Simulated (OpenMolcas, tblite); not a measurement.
## AlSi2H5O (SMILES [SiH3][Al]1[O][SiH2]1): the energy, rung by rung

AlSi2H5O: 9 atoms, total charge 0, spin state singlet. SMILES: `[SiH3][Al]1[O][SiH2]1`. Geometry: relaxed at PBE0-D4/def2-TZVP.

```xyz
9

Si   -0.6529    1.7171   -1.3347
Al   -0.1249   -0.1489    0.1628
O     1.3927   -0.9653    0.4343
Si    0.4786   -1.8777    1.5209
H    -1.7638    1.3267   -2.2449
H    -1.1001    2.8864   -0.5293
H     0.5265    2.1128   -2.1502
H     0.4033   -3.3276    1.1870
H     0.9290   -1.7700    2.9369
```

Quantity: the energy change with the Si4–H8 bond stretched from 1.490 to 3.277 Å, in eV. The values are calculated.

| level | kind | program | value (eV) | less CCSD(T)/6-31G* | CPU time (all runs) |
| --- | --- | --- | --- | --- | --- |
| IPEA1-xTB | semi-empirical | tblite | 4.75 | +1.53 | under 2 s |
| HF/6-31G* (spherical functions) (unrestricted) | Hartree–Fock | OpenMolcas | 3.03 | -0.19 | 22 s |
| SVWN5/6-31G* (spherical functions) (restricted) | LDA | OpenMolcas | 3.81 | +0.59 | 68 s |
| revPBE/6-31G* (spherical functions) (restricted) | GGA | OpenMolcas | 5.88 | +2.66 | 92 s |
| TPSS/6-31G* (spherical functions) (restricted) | meta-GGA | OpenMolcas | 3.97 | +0.75 | 1.9 min |
| BHLYP/6-31G* (spherical functions) (restricted) | global hybrid | OpenMolcas | 4.62 | +1.40 | 64 s |
| B2PLYP/6-31G* (spherical functions) (restricted) | double hybrid | OpenMolcas | 4.13 | +0.91 | 58 s |
| MP2/6-31G* (spherical functions) (restricted) | perturbation theory | OpenMolcas | 4.34 | +1.12 | 15 s |
| CCSD(T)/6-31G* (spherical functions) (restricted) | coupled cluster or CI | OpenMolcas | 3.22 | 0.00 | 71 s |

Differences are taken from CCSD(T)/6-31G* (spherical functions) (restricted) for orientation; it has basis-set and higher-order errors of its own. At this stretch a single reference begins to fail. The first shape isn't each level's own minimum. The values span 3.03 to 5.88 eV. Spin contamination of the reference (⟨S²⟩ at least 0.1 too high) touches HF/6-31G*. Times are those of the runs behind each value, whatever else they computed, on shared processors of several kinds: orders of magnitude only.

Stretching Si–H turns a covalent electron pair into two weakly coupled electrons, one on silicon and one on hydrogen. A closed-shell determinant can't separate them and retains too much ionic character, which explains why the restricted density functionals and MP2 all lie above CCSD(T). Exact exchange usually worsens this error, in keeping with BHLYP lying above SVWN5 and TPSS, while the perturbative correlation in B2PLYP probably recovers part of it.

revPBE breaks this pattern. At 5.88 eV it lies far above both its semilocal neighbours and BHLYP, which a gradient correction can hardly explain; convergence to a higher-lying self-consistent solution at the stretched geometry is more likely. The value shouldn't be read as typical of GGAs.

The closeness of unrestricted HF to CCSD(T) is probably fortuitous: broken symmetry lets the electrons separate, but HF misses much of the pair correlation that strengthens the intact bond, while perturbative triples on a restricted reference can push the stretched energy too low. The spread therefore doesn't rank these methods for Si–H bonds near equilibrium.
